## Question

The table gives the pressure of face-centred cubic aluminium at six volumes, from a density-functional calculation with the atoms held still. Positive pressure means that the metal is being squeezed. The bulk modulus B = −V dP/dV, with V the volume per atom and P the pressure, measures how strongly the metal resists a further change of volume.

Face-centred cubic aluminium at fixed volumes, computed with Ansatz 0.2.0: PBEsol, scalar-relativistic, PAW with plane waves to 420 eV, no spin polarisation, 18×18×18 k mesh, Gaussian smearing of 0.1 eV. Energies are for zero smearing, relative to aluminium's standard crystal in the same functional; pressure is positive in compression.

| volume (Å³/atom) | shortest distance (Å) | energy over elements (eV/atom) | pressure (GPa) |
| --- | --- | --- | --- |
| 15.050 | 2.771 | 0.027 | 6.910 |
| 15.167 | 2.778 | 0.022 | 6.060 |
| 15.609 | 2.805 | 0.010 | 3.150 |
| 15.911 | 2.823 | 0.005 | 1.410 |
| 16.014 | 2.829 | 0.005 | 0.860 |
| 16.198 | 2.840 | 0.004 | -0.080 |

(a) Find out from the table whether aluminium keeps the same bulk modulus as it is compressed.

(b) Three explanations are offered for its resistance to compression:

1. Neighbouring atoms are joined by springs of fixed stiffness.
2. The conduction electrons form a gas that resists being squeezed, while a constant inward pull holds the metal together.
3. The same electron gas pushes outwards, but the inward pull also grows as the metal shrinks.

Decide between them as far as the numbers allow.

## Model answer

### (a) The modulus grows

Two neighbouring rows give one value of B. For the two smallest volumes the pressure changes by 6.910 − 6.060 = 0.850 GPa over 15.167 − 15.050 = 0.117 Å³. Dividing the one by the other and multiplying by the mean volume, about 15.1 Å³, gives B ≈ 110 GPa.

The same steps for the two largest volumes give 82 GPa, and the pairs between them fall in order. A straight line fitted to all five pairs starts at 80 GPa at zero pressure and gains about 4.5 GPa for each GPa of applied pressure. This gain per unit of pressure, written B′ below, is the number that an explanation has to reproduce.

The effect is visible in the pressures themselves. The smallest cell is about 7% below the volume of zero pressure. With a constant modulus of 80 GPa the definition of B integrates to a pressure of 80 × ln(16.18/15.05) = 5.8 GPa there, whereas the table has 6.9 GPa. Keeping the modulus fixed would underestimate the pressure by about a sixth.

### (b) One rule for all three explanations

Let v be the volume divided by its value at zero pressure. Each explanation can be written as an outward push minus an inward pull, each following a power of the volume, with the two equal at v = 1:

P = A [v^(−p) − v^(−q)]

The constant A sets the strength, p tells how steeply the push rises on compression, and q does the same for the pull. Differentiating once gives the modulus at zero pressure, B = A(p − q). Differentiating again and dividing by the first result gives

B′ = p + q

The strength A has dropped out. B′ therefore tests how the forces change with volume, whatever their size. A wrong value rules an explanation out, but a right one would not prove it, because different pairs of powers can have the same sum.

**Springs.** The force in a spring is proportional to d₀ − d, where d is the distance between neighbours and d₀ its value at zero pressure. Pressure is force per area, so it varies as (d₀ − d)/d². Since d grows as the cube root of the volume, this is the rule with p = 2/3 and q = 1/3. The two powers are here only a way of writing one force, since a spring at its natural length neither pushes nor pulls. Then B′ = 1, far below 4.5: springs of fixed stiffness make the metal stiffen much too slowly.

**Electron gas under a constant pull.** This is the tempting answer, because the conduction electrons of aluminium are nearly free. Squeezing the metal shortens the electrons' wavelengths, and their kinetic energy rises as the inverse square of the length. The resulting pressure rises as v^(−5/3). A constant pull means q = 0, so B′ is only 5/3.

The size is wrong as well, as an estimate shows. Aluminium has three conduction electrons per atom, or 3/16.18 = 0.185 per Å³ at zero pressure. A free-electron gas of this density has a Fermi energy of about 12 eV, and its pressure is two fifths of density times Fermi energy, which comes to about 140 GPa. The modulus would be 5/3 of that, roughly 230 GPa, nearly three times the calculated one.

**Electron gas under a growing pull.** The pull comes mainly from the electrical attraction between electrons and ions. That energy varies as one over length, so its pressure varies as v^(−4/3), and the exchange energy of the electrons follows the same power. Now p = 5/3 and q = 4/3, which gives B′ = 3. Of the three explanations this comes closest to 4.5.

The growing pull also cures the excessive stiffness. When the metal shrinks, the push rises by a large amount, but the pull rises by nearly as much and takes most of the gain away. The modulus at zero pressure falls to 140 × (5/3 − 4/3), or about 47 GPa. That is now too soft. The estimate also assumes that the pull only just matches the push, whereas ions without inner shells would be expected to pull much harder. The balance still lacks a repulsion.

Theory suggests one. Conduction electrons are kept out of the region occupied by the inner shells of each ion, and this costs more energy the more densely they are packed. The corresponding pressure rises as v^(−2). Its strength was fitted to the pressures of all six rows, with the pull raised so that the pressure still vanishes at v = 1.

The fit ensures that the modulus has about the right size: 86 GPa for the pair of largest volumes and 104 GPa for the pair of smallest. The real test is its growth between them, which is 22% where the calculation has 33%. The springs reach only 7%, and the electron gas under a constant pull 11%. The third explanation is therefore the best of those offered, but it is incomplete.

## Remarks on the reasoning

**Why the second explanation attracts.** Its premise is sound physics: the electron gas does push outwards. The mistake lies in treating the pull as a fixed load. A useful comparison is a monatomic gas in an insulated cylinder, closed by a piston with a constant weight on it. Its pressure also rises as v^(−5/3) when the piston is pushed down. The comparison ends at the piston, because in a metal the "weight" is the attraction between electrons and ions, and it becomes heavier as the metal shrinks.

**Why a good pressure curve does not settle the matter.** The spring model, with one fitted strength, misses none of the six pressures by more than 0.2 GPa. A candidate who plotted only pressure against volume might accept it. The modulus exposes the fault, because it depends on the slope of the curve: the springs are too stiff at low pressure and too soft at high pressure. The output printed below the text sets the models side by side.

**Whether the pressures can be trusted.** Pressures computed with a limited set of plane waves can be in error, so a good answer compares them with the energies. The work done by the pressure over the whole range is 0.023 eV per atom. The energy column changes by 0.027 − 0.004 = 0.023 eV, in agreement. This supports the overall size of the pressures, but the table prints the energies too coarsely to test the stiffening itself. The unrounded free energies of the same runs can do so. Their fall from one volume to the next, divided by the change in volume, agrees with the mean pressure to within 0.04 GPa at every step, and a modulus taken from them also grows on compression.

**What the fit of the third model is worth.** The calculation gives only the total pressure, so the division into push, pull and core repulsion is an argument from theory. The fitted strength of the core term also absorbs whatever the model leaves out, and it should not be read as a property of the ion. The value of B′ is more telling. Adding core repulsion can only move it from 3 towards 2 + 4/3 = 10/3, however strong that repulsion is made, and 4.5 stays out of reach.

Something must therefore make the resistance rise more steeply than these three terms allow. The model spreads the conduction electrons evenly, whereas in the real metal they gather around the ions, and the energy gained in this way changes with volume. That is a plausible source of the missing stiffening, but the total pressures cannot single it out. How much of the gap between 3.1, the value for the fitted model, and 4.5 does this uneven spreading of the electrons account for?

Printed output of the fit:

```
fit of pressure on 6 rows: coefficient of spring 271.1 +/- 3.2; rms 0.105, worst 15.609 0.169, leave-one-out rms 0.135
fit of rest on 6 rows: coefficient of core 56.16 +/- 0.62; rms 0.0445, worst 15.609 0.0722, leave-one-out rms 0.0571
fit of B on 5 rows: constant 80.36 +/- 0.14, coefficient of Pm 4.54 +/- 0.038; rms 0.149, worst 16.014 0.271, leave-one-out rms 0.236
Bulk modulus between a row and the one before it, GPa:
     row  mean pressure  calculation  springs  Fermi sea alone  balance with core
  15.167          6.485        109.8    96.72            263.2              104.2
  15.609          4.605        101.3    95.01            255.4              98.66
  15.911           2.28         90.8    92.77            245.4              91.67
  16.014          1.135        85.24    91.59            240.2              88.09
  16.198           0.39        82.28    90.78            236.6              85.66
volume of zero pressure, Å³/atom: 16.18
free-electron kinetic pressure at that volume, GPa: 140.9
pressure at the smallest volume, Fermi sea alone, GPa: 18.1
pressure at the smallest volume, balance without core term, GPa: 3.798
growth of modulus from last to first pair, calculation, %: 33.4
the same growth, springs, %: 6.546
the same growth, Fermi sea alone, %: 11.24
the same growth, balance with core, %: 21.65
gain of modulus per GPa at zero pressure, balance with core: 3.148
work done by the pressure over the whole range, eV/atom: 0.02291
energy difference over the whole range, eV/atom: 0.023
```
